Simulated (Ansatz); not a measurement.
## A series in volume scale on Pt

Results calculated with Ansatz 0.2.0, not measured. Free energy against uniform scaling of the volume at fixed shape and fractions; periodic cell, basis, potentials, k mesh and filling as listed.

The cell before it is scaled or strained (space group P6_3/mmc, No. 194):
```
Pt
1.0
      2.7607     0.0000     0.0000
     -1.3803     2.3908     0.0000
      0.0000     0.0000     4.7921
Pt
2
Direct
  0.66667 0.33333 0.75000
  0.33333 0.66667 0.25000
```

Settings of every row: functional r2SCAN; dispersion none; potentials PAW; wave cutoff 600 eV; density cutoff 2400 eV; k mesh 12x12x6; k shift 0x0x0; occupations fermi dirac; smearing width 0.1 eV; spin none; SCF threshold exponent -10.

Limits: coarse k mesh, up to 40 meV an atom off; no spin-orbit coupling, which can matter with elements this heavy; the cell comes from a prototype or a list of computed structures and needn't be the stable phase.

| row | volume scale | V (Å³/atom) | energy above lowest point (meV/atom) |
| --- | --- | --- | --- |
| 1 | 0.92 | 14.549 | 46.9 |
| 2 | 0.9467 | 14.972 | ? |
| 3 | 0.9733 | 15.392 | 0 |
| 4 | 1 | 15.815 | 7.5 |
| 5 | 1.0267 | 16.237 | 31.2 |
| 6 | 1.0533 | 16.658 | 68.5 |
| 7 | 1.08 | 17.08 | 117.1 |

Question: what energy above lowest point should row 2 give?

Worked fit of energy above lowest point. Take u = (V_r/V)^(2/3) − 1 with V_r = 16.026 Å³ an atom, which is twice the finite (Eulerian) strain; such expansions in the strain, on which the Birch-Murnaghan equation of state is built, carry the rest volume and the bulk modulus. The shown rows have u = 0.06658, 0.02728, 0.00887, -0.00868, -0.02546, -0.04157. Least squares give energy above lowest point = 17.51 − 1358.7 × u + 25755 × u² + 19284 × u³ meV/atom; a parabola predicts inner rows, each left out in turn, worse (root mean square 0.91 against 0.036 meV/atom). All shown rows lie on it to the printed digit. Its lowest point lies at u = 0.0256, or V = 15.43 Å³ an atom, and the curvature there gives the bulk modulus at fixed shape and fractions, B = (4/9)(1 + u)² E″(u)/V = 264 GPa. Letting shape and atoms relax would as a rule lower it, by much in layered, chain or molecular crystals. The withheld row has u = 0.0464, so the fit gives 17.51 − 1358.7 × (0.0464) + 25755 × (0.0464)² + 19284 × (0.0464)³ = 11.8 meV/atom.

The calculation gave 11.9 meV/atom. The fit lies 0.1 meV/atom (0.085 % of the column's range) below it, one unit of the last digit.
